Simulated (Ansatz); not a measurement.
# How methods differ on GaSiH7O (SMILES [SiH3][OH+][GaH3-])

GaSiH7O has 10 atoms, charge 0, and is taken as a singlet. SMILES: `[SiH3][OH+][GaH3-]`. Geometry: relaxed at PBE0-D4/def2-TZVP.

| atom | x (Å) | y (Å) | z (Å) |
| --- | --- | --- | --- |
| Si | -0.4847 | 0.6801 | -1.2893 |
| O | -0.7722 | -0.2337 | 0.0975 |
| Ga | 0.8821 | -0.5510 | 1.4752 |
| H | -1.7671 | 0.7400 | -2.0350 |
| H | 0.5560 | 0.0407 | -2.1249 |
| H | -0.0696 | 2.0132 | -0.8145 |
| H | -1.3239 | -1.0148 | 0.0101 |
| H | 0.3066 | 0.1466 | 2.7603 |
| H | 1.8856 | 0.2535 | 0.5526 |
| H | 0.8703 | -2.1256 | 1.3709 |

Each level gives the vertical ionisation energy (to the doublet cation) (eV). The values are calculated.

```csv
level,kind,program,value (eV),less CCSD(T)/6-31G*,CPU time (all runs)
SVWN5/6-31G* (spherical functions),LDA,Ansatz,9.72,-0.20,21 s
PBE/6-31G* (spherical functions),GGA,Ansatz,9.67,-0.25,42 s
revPBE/6-31G* (spherical functions),GGA,Ansatz,9.66,-0.26,41 s
r2SCAN/6-31G* (spherical functions),meta-GGA,Ansatz,9.90,-0.02,86 s
B3LYP/6-31G* (spherical functions),global hybrid,Ansatz,10.04,+0.12,62 s
BHLYP/6-31G* (spherical functions),global hybrid,Ansatz,10.20,+0.28,54 s
PBE-QIDH/6-31G* (spherical functions),double hybrid,Ansatz,10.23,+0.31,68 s
CCSD(T)/6-31G* (spherical functions),coupled cluster or CI,Ansatz,9.92,0.00,91 s
```

Differences are taken from CCSD(T)/6-31G* (spherical functions) for orientation; it has basis-set and higher-order errors of its own. All-electron rows without a relativistic Hamiltonian named are non-relativistic. The values span 9.66 to 10.23 eV. In the correlated wave-function rows the outer d shell of Ga is correlated, in sets not made for it. CPU times are rough (shared hosts, several kinds of processor): they show what a rung costs within a factor of a few.

The vertical ionisation energy rises from the GGAs (9.66 and 9.67 eV) through B3LYP to BHLYP and PBE-QIDH. All the hybrids lie above CCSD(T) and all the semilocal functionals below it. r2SCAN, at 9.90 eV, comes nearest without any exact exchange, so the admixture of exact exchange isn't the only thing that matters.

In this silanol–gallane adduct the oxygen lone pair is stabilised by donation to gallium, while the same donation makes the Ga–H bonds more electron-rich. The electron is therefore probably removed mainly from Ga–H bonding orbitals rather than from a free oxygen lone pair. A hole shared among such bonds is readily over-delocalised by semilocal functionals, which may explain the low GGA values.

The close match of r2SCAN for one molecule may owe something to cancellation of errors and doesn't establish a general ranking. Nor do vertical energies show whether the cation keeps its dative Ga–O bond once it relaxes.
